In Bi₂Te₃ the highest filled level and the lowest empty level move apart roughly as mirror images when one leaves the centre of the Brillouin zone. If the filled level at a point is known, the empty one follows from a single subtraction, with an error of about 0.2 eV. The rule is

$$E_\mathrm{e} = C - E_\mathrm{f}, \qquad C \approx 0.24\ \text{eV},$$

where $E_\mathrm{f}$ is the column "level under 1" and $E_\mathrm{e}$ the column "level over 1". Energies count from the highest filled level at the zone centre, Γ.

Kohn–Sham levels of Bi₂Te₃ (R-3m, five-atom primitive cell) from ABINIT 10.8.3 with the LDA, without spin polarisation or spin–orbit coupling. The runs use JTH v2.0 PAW datasets (sp version for Bi), a 272 eV plane-wave cutoff, a 5×5×5 k mesh and Fermi–Dirac smearing of 0.05 eV. Energies count from the highest filled level on the mesh.

| point a (reciprocal cell vector) | point b (reciprocal cell vector) | point c (reciprocal cell vector) | level point (row) | level under 2 (eV) | level under 1 (eV) | level over 1 (eV) | level over 2 (eV) |
| --- | --- | --- | --- | --- | --- | --- | --- |
| 0.0000 | 0.0000 | 0.0000 | 1 | -0.962 | 0.000 | 0.190 | 0.498 |
| -0.2000 | 0.2000 | 0.0000 | 2 | -1.283 | -0.440 | 0.912 | 1.696 |
| 0.4000 | 0.4000 | 0.0000 | 3 | -1.661 | -1.553 | 1.568 | 1.707 |
| 0.2000 | 0.2000 | 0.2000 | 4 | -1.062 | -0.262 | 0.500 | 0.660 |
| 0.4000 | 0.2000 | 0.2000 | 5 | -0.843 | -0.352 | 0.786 | 1.098 |
| -0.2000 | 0.2000 | 0.2000 | 6 | -1.331 | -1.167 | 1.209 | 1.537 |
| 0.4000 | 0.4000 | 0.2000 | 7 | -1.115 | -0.757 | 1.043 | 1.090 |

**Level point 1, the centre.** Here the two levels are closest, 0.190 eV apart, and at each of the other six points the filled one lies lower and the empty one higher. The rule gives 0.24 eV for the empty level, a small miss in energy but a quarter of the gap. It should therefore not be used to judge how narrow the gap of the material is. The computed value is itself only the smallest among points of a coarse mesh, and the gap may be narrower between them.

The mirror has a possible explanation in the theory of two coupled levels. Suppose that, before they mix, the levels lie at $m-d$ and $m+d$, and that a coupling $V$ mixes them. The mixed levels are then

$$E_\mathrm{f} = m-\sqrt{d^2+|V|^2}, \qquad E_\mathrm{e} = m+\sqrt{d^2+|V|^2}.$$

Coupling pushes one level down exactly as far as it pushes the other up. The sum of the two stays at $2m$ whatever the coupling. If $m$ is nearly the same at all points, this sum is the constant $C$.

In Bi₂Te₃ the two edge states at Γ are known to be built from p orbitals, one mainly on bismuth and one mainly on tellurium, with opposite parity. Inversion symmetry forbids such states to mix at Γ. At most points away from it the ban is lifted, and a growing coupling can then push the levels apart. Point 2 is an exception. It lies on a twofold axis, which without spin–orbit coupling still keeps these two states from mixing, and yet the gap there is 1.352 eV. If the edge levels at point 2 still belong to the same two bands as at Γ, coupling within the pair can be only part of the cause: the bands must then also curve apart for other reasons, which in the formula means that $d$ grows. The table orders levels by energy alone and does not show whether another band has taken the place of one of them. The mirror survives this as long as $m$ stays nearly constant, so the energies alone do not tell the two causes apart.

**Level point 2, the hardest case.** The filled level has sunk to −0.440 eV, so the rule puts the empty one at 0.24 + 0.440 = 0.68 eV. The calculation gives 0.912 eV, and this is the largest miss in the table. The empty level has risen here by clearly more than the filled one has fallen, so the centre of the pair has moved up. A plausible reason, untested here, is that other levels nearby push the two partners unequally.

**Level point 3, the deepest case.** The filled level lies at −1.553 eV, lower than anywhere else in the table, and the gap is the widest. This time the rule overshoots, by about 0.2 eV, because the empty level has not climbed as far as the filled one has dropped. Measured against a gap of 3.121 eV the error is only 7%. An error of fixed size in energy thus matters less and less as the gap opens.

**Level points 4 to 6.** Point 4 differs from Γ only by a step along the stacking axis of the layers. On that step the filled level falls by 0.262 eV and the empty one rises by 0.500 − 0.190 = 0.310 eV, which is close to a true mirror. Points 5 and 6 also have a component within the layers, and there the rule misses by about 0.2 eV, once too low and once too high. The centre of the pair does wander, then, but over all seven points it moves by only 0.23 eV, while each of the two levels covers well over 1 eV.

**Level point 7, an ordinary case worked in full.** Read the filled level, −0.757 eV, and subtract it from the constant:

$$E_\mathrm{e} = 0.24 - (-0.757) = 0.997\ \text{eV}.$$

The computed level is 1.043 eV, so the estimate is about 0.05 eV too low. The direct gap, which is the distance between the two levels at one and the same wave vector, follows as 0.997 + 0.757 = 1.754 eV. It carries the same error in eV as the empty level, because the filled level was put in and not estimated. This error is measured against the calculation, not against experiment. The local-density approximation commonly makes gaps too small, and the rule takes over that fault.

**The table as a whole.** The table holds seven of the nineteen distinct points of the mesh, and the rule is untested at the other twelve. The constant was fitted to all seven points, the two worked ones included, and the typical miss for the empty level is 0.16 eV. When each point in turn is left out of the fit and then predicted, this grows to 0.19 eV. Quoting the average empty level everywhere would miss by 0.42 eV, so knowing the filled level removes more than half of the uncertainty. The printed output after this text gives the estimate for every point.

A second constant looks tempting, because on average the empty level rises by only about 0.8 eV for each eV that the filled one falls. A straight line with this slope lowers the typical miss to 0.12 eV. At Γ, however, it puts the empty level 0.18 eV too high and so nearly doubles the gap. The plain mirror is easier to remember and does less harm where the gap is small.

**One level further out.** The same recipe applied to "level under 2" and "level over 2", with a constant of its own, misses by 0.31 eV, where quoting an average would miss by 0.45 eV. It still helps, but much less than for the first pair. A count of orbitals shows that empty partners of p type must run out somewhere. Five atoms supply fifteen p bands, and the valence electrons fill roughly nine of them, leaving six empty. At least three filled bands therefore have no empty partner of p type. The count does not tell which ones, but with the larger miss it advises keeping the rule for the pair next to the gap.

**What spin–orbit coupling would change.** These levels come from a local-density calculation without that coupling, which is strong in bismuth. It is known to swap the order of the two edge states at Γ and to move the band edges away from Γ. In the two-level picture the swap reverses the sign of $d$ at Γ. On the way outwards $d$ can then pass through zero, so that the gap may be narrowest at some distance from the centre. The sum $2m$ does not depend on the sign of $d$, so the mirror argument may carry over, which is untested here, but $C$ would have to be set afresh from a pair of levels that includes the coupling.

Output of the analysis:

```
fit of level_over_1 + level_under_1 on 7 rows: constant 0.2396 +/- 0.067; rms 0.163, worst -0.2 -0.232, leave-one-out rms 0.19
Mirror rule with rounded constant, eV:
   row  midpoint  direct gap  estimated empty level  estimated gap  estimate less computed  miss in % of gap
   0.0     0.095        0.19                   0.24           0.24                    0.05             26.32
  -0.2     0.236       1.352                   0.68           1.12                  -0.232            -17.16
   0.4    0.0075       3.121                  1.793          3.346                   0.225             7.209
   0.2     0.119       0.762                  0.502          0.764                   0.002            0.2625
   0.4     0.217       1.138                  0.592          0.944                  -0.194            -17.05
  -0.2     0.021       2.376                  1.407          2.574                   0.198             8.333
   0.4     0.143         1.8                  0.997          1.754                  -0.046            -2.556
rms miss of the mirror rule, eV: 0.163
largest miss of the mirror rule, eV: 0.232
spread (rms about the mean) of the lowest empty level, eV: 0.4206
range of the highest filled level, eV: 1.553
range of the lowest empty level, eV: 1.378
range of the midpoint, eV: 0.2285
fit of level_over_1 on 7 rows: constant 0.374 +/- 0.09, coefficient of level_under_1 -0.7923 +/- 0.11; rms 0.124, worst -0.2 -0.189, leave-one-out rms 0.172
miss of the free-slope line at Gamma, eV: 0.184
fit of level_over_2 + level_under_2 on 7 rows: constant 0.004143 +/- 0.13; rms 0.306, worst 0.0 0.468, leave-one-out rms 0.358
spread (rms about the mean) of the second empty level, eV: 0.4507
```
